# Equal-time limits of free Matsubara propagators: plain sums, tail corrections and pole expansions

## Statements

Conventions: $\hbar=1$, $\beta=1/k_BT$, $O(\tau)=e^{K\tau}Oe^{-K\tau}$ with $K=H-\mu\hat N$, and $X(i\nu)=\int_0^\beta e^{i\nu\tau}X(\tau)\,d\tau$. Fermionic frequencies are $\omega_n=(2n+1)\pi/\beta$, bosonic ones $\Omega_m=2m\pi/\beta$.

**S1. Propagators.** For a level $\xi=\epsilon-\mu$ with $f=1/(e^{\beta\xi}+1)$, $G_0=-\langle T_\tau c(\tau)c^\dagger\rangle$ is, for $|\tau|<\beta$,
$$G_0(\tau)=-e^{-\xi\tau}\,[(1-f)\theta(\tau)-f\theta(-\tau)],\qquad G_0(i\omega_n)=\frac1{i\omega_n-\xi}.$$
For a mode $\omega_0$ with $A=b+b^\dagger$, $D_0=-\langle T_\tau A(\tau)A\rangle$ is, for $0<\tau<\beta$,
$$D_0(\tau)=-\frac{\cosh[\omega_0(\beta/2-\tau)]}{\sinh(\beta\omega_0/2)},\qquad D_0(i\Omega_m)=-\frac{2\omega_0}{\Omega_m^2+\omega_0^2}.$$

**S2. Model and exact answer.** H$_2$ is described by two orthonormalised 1s orbitals with $h_{12}=-\Delta$ and $\mu$ at midgap, so $\xi=\mp\Delta$ for the bonding and antibonding orbitals. The bond order $B=2\langle c_2^\dagger c_1\rangle$ (two spins) is exactly $\tanh x$, with $x=\beta\Delta/2$.

**S3. Three schemes.** For $M$ orbitals with a real symmetric matrix $h$ measured from $\mu$, $G(z)=(z-h)^{-1}$ and the density matrix is approximated from $N$ nodes on the positive imaginary axis. The work unit is one complex $M\times M$ inversion, $4M^3$ real multiply-adds. The memory unit is one complex $M\times M$ matrix. With $N_0=x/\pi$ and $y=N_0/N$:

| scheme | error in $B$ | nodes for error $\varepsilon$ | work $W$ | memory, all kept |
|---|---|---|---|---|
| A: plain sum | $\frac2\pi\arctan y$ | $2x/\pi^2\varepsilon$ | $N$ | $N$ |
| B$_K$: $K$ tail moments | $\frac2\pi\frac{y^{2K+1}}{2K+1}$, $y\ll1$ | $\frac x\pi\left[\frac{2}{\pi(2K+1)\varepsilon}\right]^{1/(2K+1)}$ | $N$ ($K=1$), $N+K/4$ | $N+K/2$ |
| C: continued-fraction poles | $2e^{-2N(2N+1)/x}$, $\sqrt x\ll 2N\ll x$ | $\frac12\sqrt{x\ln(2/\varepsilon)}$ | $N$ | $N$ |

If only the density matrix is wanted, each scheme accumulates it in $O(M^2)$ memory.

**S4. Choice.** For equal-time quantities with $G(z)$ available anywhere on the imaginary axis, C is cheapest at every accuracy tabulated below. Where the Matsubara grid must be kept, B$_3$ is the best tabulated scheme from $W=16$ upward.

## Numbers for the H$_2$ model

Inputs: $2\Delta=12$ eV, assumed, of the typical size of the lowest $\sigma_g\to\sigma_u$ excitation; $k_BT=0.060$ eV (696 K), assumed, typical of a hydrogen anneal in chip processing. Then $x=50$, the frequency spacing is $2\pi k_BT=0.377$ eV, $N_0=15.9$, and $B=1-7.4\times10^{-44}$. All entries are the model's and come from the exact error formulas derived below.

**Error $|B_{\rm approx}-B|$ inside a work budget.** A, B$_1$ and C use $N=W$. B$_3$ uses $N=W-1$, since its moments cost 0.75.

| budget $W$ | A | B$_1$ | B$_3$ | C |
|---|---|---|---|---|
| 8 | 0.70 | 0.56 | 5.8 | $9.1\times10^{-3}$ |
| 16 | 0.50 | 0.13 | 0.074 | $2.6\times10^{-9}$ |
| 32 | 0.29 | 0.023 | $7.1\times10^{-4}$ | $4.8\times10^{-33}$ |
| 64 | 0.16 | $3.1\times10^{-3}$ | $5.7\times10^{-6}$ | $<10^{-33}$ |

A and C fall below the exact value, B$_1$ and B$_3$ lie above it. The last two entries for C are truncation errors in exact arithmetic, and rounding sets the practical limit there.

**Least work for a stated accuracy.**

| $\varepsilon$ | A | B$_1$ | B$_3$ | C | B$_3$/C |
|---|---|---|---|---|---|
| $10^{-2}$ | 1014 | 43 | 21.75 | 8 | 2.7 |
| $10^{-4}$ | $1.0\times10^{5}$ | 205 | 42.75 | 11 | 3.9 |
| $10^{-6}$ | $1.0\times10^{7}$ | 950 | 81.75 | 14 | 5.8 |
| $10^{-8}$ | $1.0\times10^{9}$ | 4407 | 157.75 | 16 | 9.9 |

**Picks by accuracy.** C is cheapest in each row, and this holds against every tail order $K$: no B$_K$ with $N\le15$ has an error below 0.021 (proof below), and with $N\ge16$ its work exceeds that of C. On the Matsubara grid B$_3$ saves a factor 2.0 over B$_1$ at $10^{-2}$ and a factor 12 at $10^{-6}$. If moments of any order are at hand, as for a free system, $N=21$ with $K=24$ reaches an error below $10^{-8}$ at $W=27$, which is 1.7 times the work of C.

**Picks by budget.** C is best in each row, and half of a budget of 32 already gives $2.6\times10^{-9}$. On the grid, a budget of 8 buys nothing useful: B$_1$ is the least bad, and B$_3$ is worse than the plain sum because its tail series is used at $y>1$. Budgets of 16, 32 and 64 go to B$_3$. Memory budgets rank the schemes in the same way: at $\varepsilon=10^{-6}$, C keeps 14 matrices, B$_3$ keeps 82.5.

**Phonon.** For the H$_2$ stretch a typical $\omega_0=0.52$ eV gives $x_b=\beta\omega_0/2=4.33$, and the exact value is $-D_0(0)=\coth x_b=1.000345$. An error of $10^{-6}$ takes $8.8\times10^5$ nodes in A, 8 in B$_3$ and 5 in C. The ratio of 1.6 is small, so B$_3$, which keeps the grid, is the sensible choice for the mode. The estimates of S3 explain the change: C undercuts the floor $N_0$ of all tail schemes only for $x>(\pi^2/4)\ln(2/\varepsilon)$, which is 36 at $10^{-6}$ and 47 at $10^{-8}$. The electronic $x=50$ lies above these values and $x_b$ far below.

**Limits of the comparison.**
- For a static $h$ one diagonalisation, also $O(M^3)$, gives the density matrix exactly. The counts matter when $G^{-1}$ contains a frequency-dependent self-energy. $G$ is then a spectral superposition of the free propagators of S1, and the same error laws apply level by level.
- The nodes of C are not Matsubara frequencies. C needs $G(z)$ off the grid, as with an analytic embedding self-energy, and it yields only the equal-time limit. A and B$_K$ also give $G(\tau)$ on $2N$ points by fast Fourier transform, at $O(M^2N\log N)$ operations.
- The estimates grow with $x$, so the largest $|\xi|$ sets the count. Minimal-basis Hartree-Fock typically puts the splitting near 34 eV. The model's counts would then be low by 2.8 for A and B$_K$ (linear in $x$) and by about 1.7 for C (square root), while $B$ stays at 1.

## Proofs

### Propagators

From $[K,c]=-\xi c$ follows $c(\tau)=e^{-\xi\tau}c$. For $\tau>0$, $G_0=-e^{-\xi\tau}\langle cc^\dagger\rangle$. For $\tau<0$ the reordering gives a sign, $G_0=+e^{-\xi\tau}\langle c^\dagger c\rangle$. With $\langle c^\dagger c\rangle=f$ this is S1. Since $(1-f)e^{-\beta\xi}=f$, $G_0(\tau+\beta)=-G_0(\tau)$, which selects odd frequencies with $e^{i\omega_n\beta}=-1$:
$$G_0(i\omega_n)=-(1-f)\frac{-e^{-\beta\xi}-1}{i\omega_n-\xi}=\frac1{i\omega_n-\xi},$$
because $1-f=1/(1+e^{-\beta\xi})$.

For the mode, $b(\tau)=e^{-\omega_0\tau}b$, $b^\dagger(\tau)=e^{\omega_0\tau}b^\dagger$ and $\langle bb\rangle=0$, so $D_0=-[(1+n_B)e^{-\omega_0\tau}+n_Be^{\omega_0\tau}]$. Inserting $1+n_B=e^{\beta\omega_0/2}/2\sinh(\beta\omega_0/2)$ and $n_B=e^{-\beta\omega_0/2}/2\sinh(\beta\omega_0/2)$ gives the hyperbolic form. With $e^{i\Omega_m\beta}=1$, $(1+n_B)(e^{-\beta\omega_0}-1)=-1$ and $n_B(e^{\beta\omega_0}-1)=1$,
$$D_0(i\Omega_m)=\frac1{i\Omega_m-\omega_0}-\frac1{i\Omega_m+\omega_0}=-\frac{2\omega_0}{\Omega_m^2+\omega_0^2}.$$

### Exact bond order

On $(0,\beta)$, $G_0(\tau)=-e^{\xi(\beta/2-\tau)}/2\cosh(\beta\xi/2)$. The orbitals are $(1,\pm1)/\sqrt2$, so $G_{11}$ and $G_{12}$ are half the sum and half the difference of the bonding and antibonding propagators:
$$G_{11}(\tau)=-\frac{\cosh[\Delta(\beta/2-\tau)]}{2\cosh x},\quad G_{12}(\tau)=\frac{\sinh[\Delta(\beta/2-\tau)]}{2\cosh x},$$
$$G_{11}(i\omega)=\frac{-i\omega}{\omega^2+\Delta^2},\quad G_{12}(i\omega)=\frac{\Delta}{\omega^2+\Delta^2}.$$
The density matrix is $\rho_{ij}=\langle c_j^\dagger c_i\rangle=G_{ij}(0^-)=-G_{ij}(\beta^-)$, so $B=2\rho_{12}=\tanh x$. $G(\tau)$ jumps by $-1$ at $\tau=0$, and the symmetric Fourier series converges to the midpoint of the jump. Hence
$$\rho=\tfrac12+\frac1\beta\sum_{n\ge0}[G(i\omega_n)+G(i\omega_n)^\dagger],\qquad G+G^\dagger=-\frac{2h}{\omega_n^2+h^2}.$$
All schemes take the $\tfrac12$ exactly. One inversion serves both $\pm i\omega_n$. With $u=n+\frac12$,
$$B=\frac2\pi\sum_{n\ge0}\frac{N_0}{u^2+N_0^2}.$$

### Scheme A

Keeping $n<N$ leaves the error
$$e_A=\frac2\pi\sum_{n\ge N}\frac{N_0}{u^2+N_0^2}=\frac2\pi\,{\rm Im}\,\psi(N+\tfrac12+iN_0),$$
with $\psi$ the digamma function. The sum is a midpoint rule for $\int_N^\infty du$, which gives $\frac2\pi\arctan y\to 2x/\pi^2N$. Work and memory grow as $\beta\Delta/\varepsilon$.

### Scheme B$_K$

The finite geometric identity
$$\frac{N_0}{u^2+N_0^2}=\sum_{k=0}^{K-1}(-1)^k\frac{N_0^{2k+1}}{u^{2k+2}}+(-1)^K\frac{N_0}{u^2+N_0^2}\left(\frac{N_0}{u}\right)^{2K}$$
splits the omitted terms. In matrix form the correction to $\rho$ is $-(2/\beta)\sum_{k<K}(-1)^kh^{2k+1}S_k$ with
$$S_k=\sum_{n\ge N}\omega_n^{-2k-2}=\left(\frac\beta{2\pi}\right)^{2k+2}\frac{\psi^{(2k+1)}(N+\frac12)}{(2k+1)!}.$$
For $K\ge2$ the moments need $h^2$ and $K-1$ further real products, $M^3$ multiply-adds or $\frac14$ unit each. For $K=1$ no product is needed. Each stored real moment takes half a memory unit. The error is
$$e_K=\frac2\pi\sum_{n\ge N}\frac{N_0}{u^2+N_0^2}\left(\frac{N_0}u\right)^{2K},$$
and $B_{\rm approx}-B=(-1)^{K+1}e_K$. For $y\ll1$ the integral of $N_0^{2K+1}u^{-2K-2}$ gives the entry of S3. The next Euler-Maclaurin term, $g'(N)/24$ for a summand $g(u)$, lowers it by the fraction $(2K+1)(2K+2)/24N^2$, which is 1.0 per cent for $K=3$, $N=15$.

All terms of $e_K$ are positive. For $N\le15$ the sum contains $u=15.5<N_0$, whose factor $(N_0/u)^{2K}$ is at least 1, so $e_K\ge\frac2\pi N_0/(15.5^2+N_0^2)=0.021$ for any $K$. At $N=16$, $K=1$ gives 0.13, so an accuracy of $10^{-2}$ or better costs more than 16 units.

### Scheme C

Lambert's continued fraction for $\tanh x$, cut after $n$ levels, is
$$t_n(x)=\cfrac{x}{1+\cfrac{x^2}{3+\cdots+\cfrac{x^2}{2n-1}}}.$$
Its use as a pole expansion of the Fermi function is due to Ozaki (2007).

*Nodes and weights.* Let $P={\rm diag}(1,3,\dots,2n-1)$ and let $J$ have ones on the two first off-diagonals. Elimination from the last row gives $t_n=x[(P-ixJ)^{-1}]_{11}$. The real symmetric matrix $P^{-1/2}JP^{-1/2}$ has zero diagonal and off-diagonals $1/\sqrt{(2m-1)(2m+1)}$. For $n=2N$ its eigenvalues come in pairs $\pm\lambda_p$ whose normalised eigenvectors share the squared first component $v_p^2$. Pairing the terms $v_p^2/(1\mp ix\lambda_p)$,
$$t_{2N}(x)=\sum_{p=1}^N\frac{2xR_p}{x^2+\eta_p^2},\qquad\eta_p=\frac1{\lambda_p},\quad R_p=\frac{v_p^2}{\lambda_p^2}>0.$$
The Matsubara sum has the same form with $\eta=\pi u$, $R=1$. So $\rho=\frac12-\frac12\tanh(\beta h/2)$ is approximated by the sum for $\rho$ above, with frequencies $2\eta_p/\beta$ and weights $R_p$. These numbers depend on $N$ alone. They are found once from a $2N\times2N$ tridiagonal matrix at a cost independent of $M$, which is left out of $W$.

*Exact error.* Numerators and denominators of $t_n$ obey $\theta_n=(2n-1)\theta_{n-1}+x^2\theta_{n-2}$. Starting from $\theta_0=1$, $\theta_1=1+x$, the odd part of $\theta_n(x)$ is the numerator and the even part the denominator, so $t_n=(1-r)/(1+r)$ with $r=\theta_n(-x)/\theta_n(x)$. Define $k_n=\sqrt{2/\pi x}\,K_\nu(x)$ and $i_n=\sqrt{\pi/2x}\,I_\nu(x)$ with $\nu=n+\frac12$. Both $x^{n+1}k_n$ and $(-1)^nx^{n+1}i_n$ obey the same recurrence. Matching $n=0,1$ gives $e^{-x}\theta_n(x)=x^{n+1}k_n$ and $e^x\theta_n(-x)=x^{n+1}[k_n+2(-1)^ni_n]$. With $r_0=e^{-2x}$,
$$r=r_0+(-1)^n\delta,\qquad\delta=\pi e^{-2x}\frac{I_\nu(x)}{K_\nu(x)},\qquad e_C=\tanh x-t_{2N}=\frac{2\delta}{(1+r_0)(1+r_0+\delta)}.$$

*Rate.* $\sqrt x\,I_\nu$ and $\sqrt x\,K_\nu$ solve $w''=(1+s^2/x^2)w$ with $s^2=n(n+1)$. In WKB order $d\ln(I_\nu/K_\nu)/dx=2\sqrt{1+s^2/x^2}$, and $\delta\to1$ as $x\to\infty$. Integration from infinity gives
$$\ln\delta\approx2\left[\sqrt{x^2+s^2}-x-s\,{\rm arsinh}\frac sx\right]=-\frac{s^2}x+\frac{s^4}{12x^3}-\dots$$
The first term yields the entries of S3, with work growing as $\sqrt{\beta\Delta\ln(1/\varepsilon)}$. The second is not negligible at high accuracy: for $N=16$ the two terms are $-21.12$ and $+0.74$, against the exact $\ln\delta=-20.46$, so the one-term estimate is low by a factor 1.9. Setting $\frac12\sqrt{x\ln(2/\varepsilon)}<x/\pi$ gives the crossover condition quoted above.

### Phonon sums

$D_0(\tau)$ is continuous at $\tau=0$, and with $M_0=x_b/\pi=1.38$,
$$-D_0(0)=-\frac1\beta\sum_mD_0(i\Omega_m)=\frac1{x_b}+\frac2\pi\sum_{m\ge1}\frac{M_0}{m^2+M_0^2}=\coth x_b.$$
Keeping $m=0,\dots,N-1$ reproduces $e_A$ and $e_K$ with $u\to m$, $N_0\to M_0$ and $N+\frac12\to N$ in the arguments of $\psi$. For C one uses $1/t_n$ with $n=2N-1$, which has a pole at zero and $N-1$ imaginary pairs, $N$ nodes in all. Now $r=r_0-\delta$ with $\nu=2N-\frac12$, and
$$\coth x_b-\frac1{t_{2N-1}}=\frac{2\delta}{(1-r_0)(1-r_0+\delta)}.$$